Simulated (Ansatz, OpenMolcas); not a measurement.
**C2H7Ga (SMILES [CH3][GaH][CH3]): methods side by side**

C2H7Ga has 10 atoms, charge 0, and is taken as a singlet. As SMILES, `[CH3][GaH][CH3]`. Geometry: relaxed at PBE0-D4/def2-TZVP.

```xyz
10

C    -1.0634    1.1428   -0.7118
Ga    0.6490    0.2661   -0.2813
C     0.6815   -1.3215    0.8869
H    -1.5337    0.6142   -1.5482
H    -0.9354    2.1838   -1.0115
H    -1.7597    1.0952    0.1286
H     1.9973    0.8365   -0.8726
H     0.6877   -0.9940    1.9323
H     1.5693   -1.9359    0.7305
H    -0.2096   -1.9383    0.7501
```

Each level gives the electronic atomisation energy (eV). The values are calculated. Electronic energies at fixed atoms, without zero-point motion or spin-orbit coupling.

| level | kind | program | value (eV) | CPU time (all runs) |
| --- | --- | --- | --- | --- |
| HF/def2-SVP | Hartree–Fock | OpenMolcas | 26.81 | 24 s |
| PBE/def2-SVP | GGA | Ansatz | 34.88 | 9.8 s |
| B3LYP/def2-SVP | global hybrid | OpenMolcas | 34.47 | 68 s |
| BHLYP/def2-SVP | global hybrid | Ansatz | 34.09 | 12 s |
| CAM-B3LYP/def2-SVP | range-separated hybrid | Ansatz | 34.81 | 12 s |
| B2PLYP/def2-SVP | double hybrid | Ansatz | 34.18 | 25 s |
| PBE-QIDH/def2-SVP | double hybrid | Ansatz | 34.55 | 15 s |
| CCSD/def2-SVP | coupled cluster or CI | Ansatz | 33.15 | 20 s |

All-electron rows without a relativistic Hamiltonian named are non-relativistic. Correlated wave functions underbind in double-zeta sets. The values span 26.81 to 34.88 eV. In the correlated wave-function rows the outer d shell of Ga is correlated, in sets not made for it. Times are those of the runs behind each value, whatever else they computed, on shared processors of several kinds: orders of magnitude only.

Electron correlation accounts for the main divide: Hartree–Fock gives 26.81 eV, while every correlated or density-functional level lies well above it. Atomisation breaks the electron pairs of the C–H, Ga–C and Ga–H bonds and leaves open-shell atoms, in which fewer opposite-spin electrons share the same region of space. The molecule therefore has more correlation energy to lose, and a mean-field treatment underbinds it. CCSD recovers most of the gap, and its missing connected triples would probably add further binding.

Among the density functionals, the value doesn't simply fall as exact exchange is added. It drops from PBE through B3LYP to BHLYP, but CAM-B3LYP returns almost to the PBE value, so the rest of the functional matters as well. The narrow spread of these levels shows agreement, not accuracy. Because the total is dominated by the methyl C–H bonds, it neither isolates the strength of the Ga–C or Ga–H bonds nor bears on the monomer's well-known tendency to associate through hydride bridges to the electron-deficient gallium.
